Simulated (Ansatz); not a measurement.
# C: the change of energy above lowest point with volume scale

All results are calculated (Ansatz 0.2.0). Free energy against uniform scaling of the volume at fixed shape and fractions; periodic cell, basis, potentials, k mesh and filling as listed.

The cell before it is scaled or strained (space group Fd-3m, No. 227):
```
CELL_PARAMETERS angstrom
0.00000 1.78340 1.78340
1.78340 0.00000 1.78340
1.78340 1.78340 0.00000
ATOMIC_POSITIONS crystal
C 0.00000 0.00000 0.00000
C 0.25000 0.25000 0.25000
```

Settings of every row: functional PBE; dispersion none; potentials PAW; wave cutoff 500 eV; density cutoff 2000 eV; k mesh 10x10x10; k shift 0x0x0; occupations methfessel paxton; smearing width 0.1 eV; spin none.

| row | volume scale | V (Å³/atom) | energy above lowest point (meV/atom) |
| --- | --- | --- | --- |
| 1 | 0.94 | 5.332 | 34.7 |
| 2 | 0.96 | 5.445 | ? |
| 3 | 0.98 | 5.559 | 4.5 |
| 4 | 1 | 5.672 | 0 |
| 5 | 1.02 | 5.786 | 1.7 |
| 6 | 1.04 | 5.899 | 9.1 |
| 7 | 1.06 | 6.012 | 21.7 |

Question: what energy above lowest point should row 2 give?

Worked fit of energy above lowest point. Take u = (V_r/V)^(2/3) − 1 with V_r = 5.729 Å³ an atom, which is twice the finite (Eulerian) strain; such expansions in the strain, on which the Birch-Murnaghan equation of state is built, carry the rest volume and the bulk modulus. The shown rows have u = 0.04904, 0.02028, 0.00669, -0.00658, -0.01931, -0.03163. Least squares give energy above lowest point = 0.09 − 131 × u + 17301 × u² − 4884 × u³ meV/atom; a parabola predicts inner rows, each left out in turn, worse (root mean square 0.096 against 0.021 meV/atom). All shown rows lie on it to the printed digit. Its lowest point lies at u = 0.0038, or V = 5.697 Å³ an atom, and the curvature there gives the bulk modulus at fixed shape and fractions, B = (4/9)(1 + u)² E″(u)/V = 434 GPa. The withheld row has u = 0.03448, so the fit gives 0.09 − 131 × (0.03448) + 17301 × (0.03448)² − 4884 × (0.03448)³ = 15.9 meV/atom.

The calculation gave 15.9 meV/atom. The fit meets it to the printed digit.
